**Student:** You said a Rényi entropy fixes my DMRG bond dimension $D$ in advance. Why should discarded weights simply add?

**Lecturer:** Take $N$ sites. Let $P_k$ project on the $D$ dominant Schmidt vectors left of cut $k$, so $\|(1-P_k)\psi\|^2=\epsilon_k(D)$, the discarded weight. The state $\phi=P_1\cdots P_{N-1}\psi$ has rank at most $D$ at every cut, because projectors applied after $P_k$ act left of cut $k$. Split $\psi-\phi=(1-P_1)\psi+P_1(\psi-P_2\cdots P_{N-1}\psi)$. The pieces are orthogonal, and repeating gives $\|\psi-\phi\|^2\le\sum_k\epsilon_k$. With $\theta$ the angle between $\psi$ and $\phi$, $\sin^2\theta$ obeys the same limit, and normalising gives
$$\|\psi-\psi_D\|^2=2(1-\cos\theta)\le2\sin^2\theta\le2\sum_k\epsilon_k(D)\equiv B(D).$$

**Student:** And the entropy?

**Lecturer:** Order the weights $\lambda_i$ downward and set $h=\lambda_D$, $0<\alpha<1$. Kept weights have $\lambda_i^\alpha\ge h^\alpha$, discarded ones $\lambda_i^\alpha\ge\lambda_ih^{\alpha-1}$. So $e^{(1-\alpha)S_\alpha}=\sum_i\lambda_i^\alpha\ge Dh^\alpha+\epsilon h^{\alpha-1}$, which is least at $h=(1-\alpha)\epsilon/(\alpha D)$. Insert this, drop a term $\ln\alpha<0$, and you have the bound of Verstraete and Cirac (2006), with $S_\alpha$ in nats:
$$\ln\epsilon(D)\le\frac{1-\alpha}{\alpha}\Big(S_\alpha-\ln\frac{D}{1-\alpha}\Big).$$
For $B\le\delta^2$, $D=(1-\alpha)e^{S_\alpha}(2N/\delta^2)^{\alpha/(1-\alpha)}$ suffices, polynomial if $S_\alpha$ is bounded or grows as $\ln N$.

**Student:** Surely a bounded von Neumann entropy does as well.

**Lecturer:** No. Chain $n$ blocks of $2n$ three-level sites, each in $\sqrt{1-1/n}\,|2\cdots2\rangle+(n2^n)^{-1/2}\sum_x|x\rangle|x\rangle$, $x$ running over $n$-bit strings. Every cut has $S_1\le2\ln2$. Sort the components by the first excited block: each has $2^n$ equal weights across that block's middle. Any MPS then has overlap at most $e^{-1/2}+\sqrt{nD/2^n}$, so getting well past 0.61 needs $D\sim2^n/n$ on $2n^2$ sites.

**Student:** Give me a molecule.

**Lecturer:** The SSH $\pi$ chain of polyacetylene, half filled, both spins, $L=100$ carbons. Assumed hoppings are $t_s=2.8$ eV and $t_w=2.1$ eV, chosen to reproduce a typical gap, $2(t_s-t_w)=1.4$ eV; $k=t_w/t_s=0.75$. The ground state is a determinant, so the half-chain density matrix is Gaussian, with levels $\xi=\ln[(1-\nu)/\nu]$ from the eigenvalues $\nu$ of the one-particle correlation matrix of that half. For the infinite chain Peschel's result, per spin, is $\xi=(2l+1)\omega$ at a weak bond and $2l\omega$ at a strong one, for all integers $l$, with $\omega=\pi K(\sqrt{1-k^2})/K(k)$ and $K$ taken by modulus. At small $k$, $q=e^{-\omega}\to k^2/16$, the squared first-order amplitude $(t_w/2)/(2t_s)$ between dimers. Here $\omega=2.966$, $q=0.05149$. The weights are $q^n/Z(q)$, with degeneracies read from
$$Z_w(x)=\prod_{l\ge1}(1+x^{2l-1})^4,\qquad Z_s(x)=4\prod_{l\ge1}(1+x^{2l})^4:$$
1, 4, 6, 8, 17, 28, 38, 56 for $n=0,\dots,7$ (weak) and 4, 16, 40, 96 for $n=0,2,4,6$ (strong). Also $S_\alpha=[\ln Z(q^\alpha)-\alpha\ln Z(q)]/(1-\alpha)$.

**Student:** Then diagonalise the hopping matrix and go home.

**Lecturer:** That is our exact answer. We price methods that survive electron repulsion. Full CI is exact, with $\binom{100}{50}^2=1.0\times10^{58}$ numbers and up to $2(L-1)$ hops each, growing nearly as $4^L$. For an MPS with site dimension $d$, uniform $D$, no symmetry and operator width $w=6$ (identity, finished Hamiltonian, four fermion operators), one effective-Hamiltonian application per site contracts two environments: $W=2NwdD^3$ multiply-adds. The sparse operator step adds a fraction below $1/D$. Tensors plus environments store $M=N(d+w)D^2$ numbers. Carbon sites ($N=100$, $d=4$) give $W=4800D^3$, $M=1000D^2$, $B=100\epsilon_s+98\epsilon_w$. Dimer sites ($N=50$, $d=16$) never cut a strong bond: $W=9600D^3$, $M=1100D^2$, $B=98\epsilon_w$. Dimers save work only if $D_{\rm carbon}/D_{\rm dimer}>2^{1/3}=1.26$.

**Student:** Which $\alpha$?

**Lecturer:** I fix $\alpha=1/6$, where $S=3.853$ (weak) and $3.911$ (strong). Then $\epsilon\le(5e^{S}/6D)^5$, so the certified $D_R\propto\delta^{-2/5}$ and $W_R\propto\delta^{-6/5}$. At small $\alpha$, $S_\alpha\approx\pi^2/(6\alpha\omega)$, and tuning $\alpha$ gives $\ln D\approx2\sqrt{\pi^2\ln(1/\epsilon)/6\omega}$ at leading order, slower than any power. Here $D$ is the smallest value with $B\le\delta^2$ from the exact weights, $D_R$ from the Rényi bound:

| $\delta^2$ | sites | $D$ | $W$ | $M$ | $D_R$ | $W_R$ |
|---|---|---|---|---|---|---|
| $10^{-2}$ | carbon | 30 | $1.3\times10^{8}$ | $9.0\times10^{5}$ | 294 | $1.2\times10^{11}$ |
| $10^{-2}$ | dimer | 20 | $7.7\times10^{7}$ | $4.4\times10^{5}$ | 247 | $1.4\times10^{11}$ |
| $10^{-4}$ | carbon | 67 | $1.4\times10^{9}$ | $4.5\times10^{6}$ | 737 | $1.9\times10^{12}$ |
| $10^{-4}$ | dimer | 63 | $2.4\times10^{9}$ | $4.4\times10^{6}$ | 621 | $2.3\times10^{12}$ |
| $10^{-6}$ | carbon | 156 | $1.8\times10^{10}$ | $2.4\times10^{7}$ | 1850 | $3.0\times10^{13}$ |
| $10^{-6}$ | dimer | 150 | $3.2\times10^{10}$ | $2.5\times10^{7}$ | 1558 | $3.6\times10^{13}$ |

Cheapest in work: dimers at $10^{-2}$, carbons at $10^{-4}$ and $10^{-6}$, by factors 1.7, 1.7 and 1.8. Trusting one entropy instead of the spectrum costs about $10^3$ in work.

**Student:** And if the work is fixed?

**Lecturer:** Take the largest $D$ that fits.

| budget $W$ | carbon $D$ | $B$ | dimer $D$ | $B$ | best |
|---|---|---|---|---|---|
| $10^{8}$ | 27 | $1.2\times10^{-2}$ | 21 | $9.3\times10^{-3}$ | dimer |
| $10^{9}$ | 59 | $4.2\times10^{-4}$ | 47 | $5.5\times10^{-4}$ | carbon |
| $10^{10}$ | 127 | $1.6\times10^{-5}$ | 101 | $6.2\times10^{-6}$ | dimer |

The winner alternates because carbons pay for a half-kept strong-bond multiplet; at $D=127$ they sit inside the 96-fold one. There the Rényi bound certifies only $B\le0.66$. Full CI fits no budget.

**Student:** You are ranking upper bounds, not errors.

**Lecturer:** Right. The Eckart–Young theorem puts the best squared error above $\max_k\epsilon_k$, so for carbons at $D=67$ it lies between $5.8\times10^{-7}$ and $9.8\times10^{-5}$. The picks are cheapest guarantees, and $B$ promises that such an MPS exists, not that sweeps find it. I also gave every cut the bulk spectrum. The correlation length is $1/\ln(1/k)=3.5$ dimers, so at least 14% of the cuts feel an end, which rivals the margins of 1.3 in the first two budget rows. All these bond dimensions are the model's: repulsion changes the spectrum, and with it the multiplets that decide between carbons and dimers.